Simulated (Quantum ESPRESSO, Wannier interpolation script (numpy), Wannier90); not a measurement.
# Intrinsic spin Hall conductivity of fcc Pt and Au against band filling, PBE with spin-orbit coupling

Neighbouring metals with the same crystal structure are often treated as one rigid set of bands filled to different levels, so that a property should depend on the electron count alone. We test this rule on the intrinsic spin Hall conductivity of fcc Pt and Au. It matters to anyone who wants to tune a spin-current source by alloying or gating. For each metal the Fermi energy is moved through fixed bands, and the shift is measured from that metal's own Fermi energy, positive when electrons are added. The electron count per atom puts both metals on a common axis. All conductivities below are in (ħ/e) S/cm.

## Calculations

Pt, Au in the fcc structure. No moment is started, so time reversal holds. Cells are taken as tabulated and nothing is relaxed. Quantum ESPRESSO 7.5: PBE, spinors with spin-orbit coupling, fully relativistic PseudoDojo norm-conserving potentials, cutoffs of 1034 to 1143 eV, Fermi-Dirac occupations of width 0.05 eV, self-consistency on meshes of coarsest spacing 0.23 to 0.24 1/Å; Wannier functions by Wannier90 4.0.3 from projections on atomic valence orbitals with subspace selection. The Kubo sum over the interpolated Hamiltonian runs on 133 to 140 points per direction (geometric mean) with Fermi-Dirac occupations at 300 K, by one script for all rows. The rows are a selection from curves computed every 0.05 eV. Left out of the table: Au level 0 (settings loosened as a trial); Au level 1, Pt level 0, Pt level 1 (not used here).

Notes on method and selection:

- Only the intrinsic (Berry curvature) part is computed; side-jump and skew scattering in samples add terms of either sign.
- The sum mesh and the Wannier model were checked at the unshifted Fermi energy only (value steady within 10 % plus 20 units); sharp features elsewhere can be off by as much.
- The models are bound to the bands of the direct run, on the Wannier mesh, up to 4 eV above the Fermi energy (frozen window); no row lies beyond.
- Steps of 0.3 eV pass over narrow peaks, so neighbouring rows do not fix the value between them.
- Moving the Fermi energy in a fixed Hamiltonian mimics alloying or gating only while the bands, and in magnets the exchange splitting, stay put.
- Over the range of its rows the full curve of Pt has its lowest value, 360, at -0.90 eV and its highest, 2186, at +0.05 eV.
- Over the range of its rows the full curve of Au has its lowest value, 251, at +0.90 eV and its highest, 645, at -0.90 eV.
- Where a crystal has several Wannier models, the one on the densest mesh is listed; crystals whose models disagree by over 15 % plus 25 to 40 units, or whose interpolated bands miss the direct run by over 0.04 eV r.m.s., are left out.
- Runs that did not converge, have known faults or may not be shown are not listed, and runs on Ansatz's PAW sets soft_1 and soft_2 are kept to separate tables.

Columns:

- electrons per atom: valence electrons per atom (group numbers as tabulated) plus the electrons that the shift adds, from the integrated density of states of the model; it stays level across a band gap.
- Fermi energy shift (eV): shift of the Fermi energy from its own value, at rigid bands (positive: electrons added).
- DOS per atom (states/eV): density of states at the shifted Fermi energy per atom, both spins, from the interpolated bands; zero in a band gap.
- spin Hall conductivity ((ħ/e) S/cm): intrinsic spin Hall conductivity at the shifted Fermi energy: spin along z, spin current along x, electric field along y; z is the main symmetry axis (any cube axis in cubic crystals); spin current defined as {s_z, v_x}/2.

Input lines of one member:

```
&control
&system
  ibrav = 0, nat = 1, ntyp = 1
  ecutwfc = 84
  occupations = 'smearing', smearing = 'fd', degauss = 0.003675
  nbnd = 29
  noncolin = .true., lspinorb = .true.
&electrons
  conv_thr = 1e-09, mixing_beta = 0.4, mixing_mode = 'plain', electron_maxstep = 100
 12 12 12 0 0 0
```

Command (options for logging and memory left out): `OMP_NUM_THREADS=1 mpirun -n 8 pw.x -nk 8 -in scf.in > scf.out`

## Table of results

```
member             crystal   electrons per atom  Fermi energy shift (eV)  DOS per atom (states/eV)  spin Hall conductivity ((ħ/e) S/cm)
Pt, shift −0.9 eV  Pt (fcc)  8.71                −0.9                     1.11                      360
Pt, shift −0.6 eV  Pt (fcc)  9.05                −0.6                     1.20                      733
Pt, shift −0.3 eV  Pt (fcc)  9.45                −0.3                     1.55                      1260
Pt, shift +0 eV    Pt (fcc)  10.00               0.0                      1.73                      2165
Pt, shift +0.3 eV  Pt (fcc)  10.38               0.3                      0.93                      1945
Pt, shift +0.6 eV  Pt (fcc)  10.60               0.6                      0.46                      1450
Pt, shift +0.9 eV  Pt (fcc)  10.70               0.9                      0.32                      1004
Au, shift −0.9 eV  Au (fcc)  10.72               −0.9                     0.32                      645
Au, shift −0.6 eV  Au (fcc)  10.82               −0.6                     0.31                      519
Au, shift −0.3 eV  Au (fcc)  10.91               −0.3                     0.30                      429
Au, shift +0 eV    Au (fcc)  11.00               0.0                      0.30                      363
Au, shift +0.3 eV  Au (fcc)  11.09               0.3                      0.29                      314
Au, shift +0.6 eV  Au (fcc)  11.18               0.6                      0.29                      278
Au, shift +0.9 eV  Au (fcc)  11.27               0.9                      0.29                      251
```

## The trend and its physics

In Pt the conductivity climbs from 360 at −0.9 eV to 2165 at the unshifted Fermi energy, then falls to 1004 at +0.9 eV. The full curve over this range peaks at 2186, only 0.05 eV above the unshifted position. In Au it falls from row to row, from 645 to 251.

The two curves do not join. Their ranges nearly touch at 10.7 electrons, where Pt has 1004 (count 10.70) and Au 645 (count 10.72), a gap of 1004 − 645 = 359. The last Pt step has a slope of (1450 − 1004) / (10.70 − 10.60) = 4460 per electron, so the difference in count explains only about 4460 × 0.02 = 89 of it. The remaining 359 − 89 = 270 also exceeds the numerical tolerances of the two values taken together, 0.1 × (1004 + 645) + 2 × 20 = 205, if the tolerance found at the unshifted Fermi energy applies here.

The smooth fall in Au follows from a simple model.

1. The Kubo sum runs over pairs of states at the same wave vector, one filled and one empty. Each pair is weighted by the inverse square of its energy separation. When both states are filled, their contributions cancel.
2. In Au the Fermi energy lies above the d bands, in a broad sp band. We keep only pairs of a filled d state and an empty state above the Fermi energy E, and place all d states at one energy E_d.
3. The empty states have a constant density D. The table supports this near the Fermi energy, with 0.32 to 0.29 states/eV over the Au rows.
4. Every pair has the same strength K, which exists only because of spin-orbit coupling.

Summing over the empty states gives

σ(E) = ∫ D K / (E′ − E_d)² dE′, from E upwards, = C / (E − E_d), with C = D K.

Raising the Fermi energy fills the states closest to the d bands, and these carry the most weight. The model has two parameters, C and E_d, and predicts that 1/σ rises linearly with E. In Au, the smallest rise of 1/σ per step of 0.3 eV is 1/519 − 1/645 = 0.00038 and the largest is 1/314 − 1/363 = 0.00043, which is close to linear.

## The model against the table

We fix the model on Au at −0.9 eV (645) and Au at +0.9 eV (251). Writing e = −E_d, the two conditions are

645 × (e − 0.9) = 251 × (e + 0.9)

e = 0.9 × (645 + 251) / (645 − 251) = 2.047 eV

C = 645 × (2.047 − 0.9) = 740 (ħ/e) S/cm · eV.

The effective d energy is thus about 2 eV below the Fermi energy of Au, roughly where the upper d bands lie. It is a fitted average, not a band edge.

- **Au, −0.6 eV:** 740 / (2.047 − 0.6) = 511; table 519, miss −8.
- **Au, unshifted:** 740 / 2.047 = 362; table 363, miss −1.
- **Au, +0.6 eV:** 740 / (2.047 + 0.6) = 280; table 278, miss +2.
- **Pt, +0.9 eV, placed on the Au curve by its electron count:** it has 10.72 − 10.70 = 0.02 electrons fewer than Au at −0.9 eV. At 0.32 states/eV this is 0.02 / 0.32 = 0.06 eV, so the equivalent Au shift is −0.96 eV. The estimate is 740 / (2.047 − 0.96) = 681; table 1004, miss 681 − 1004 = −323.

The other two Au rows, at −0.3 and +0.3 eV, are missed by −5 and +1. Over the five Au rows not used to fix the model, the mean size of the miss is 3, against a mean scatter of 75 about their own average. A straight line between the two fixed rows would give (645 + 251) / 2 = 448 at the unshifted Fermi energy, 85 too high, so the curved form earns its place. The misses in Au are well below the numerical tolerance of the calculation, so we do not interpret them.

## Members off the line

On the electron count, the model is too low for Pt at +0.9 eV by 1004 − 681 = 323. The assumption that fails is that both metals share the same E_d and C. With C kept at 740, the Pt value needs a distance of 740 / 1004 = 0.74 eV to the d states instead of 2.047 − 0.96 = 1.087 eV. A closer d edge fits the density of states, which still drops from 0.46 to 0.32 states/eV over the last Pt step, while Au is already flat. Stronger mixing of d and sp states in Pt would act in the same direction. Atomic spin-orbit coupling would not, since it is somewhat larger in Au.

At +0.6 eV the same procedure takes the Au curve well beyond its rows and gives 740 / (2.047 − 0.9 − 0.12 / 0.32) = 959 against 1450. At +0.3 eV the distance shrinks to 0.08 eV and the estimate is several times too high. From the unshifted Fermi energy downwards the formula has no meaning, because Pt is then filling the d bands themselves. Theory attributes the maximum close to the unshifted Fermi energy to d bands split by spin-orbit coupling, with the lower partner filled and the upper one empty.

## Summary

For Au, σ = 740 / (E + 2.047), with E the shift in eV, reproduces all rows between −0.9 and +0.9 eV to within 8. In both metals, adding electrons beyond 10.4 per atom lowers the conductivity from row to row, but the count alone does not give its size: near 10.7 electrons Pt exceeds Au by a factor of 1004 / 645 = 1.56. With two metals and one near-meeting point, this is a counter-example to the rule, not a measure of its usual error.

Skew scattering is omitted. It can have either sign and grows with the ordinary conductivity, so it matters most in very clean metals. For torque in devices the orbital Hall effect also counts; its intrinsic part was computed from the same Wannier models but is not tabled here.

[Logs are printed without paths, hosts, clocks, repeated set-up lines and the standing remarks that a program may print on its own settings, such as how far it seeks lower states.]
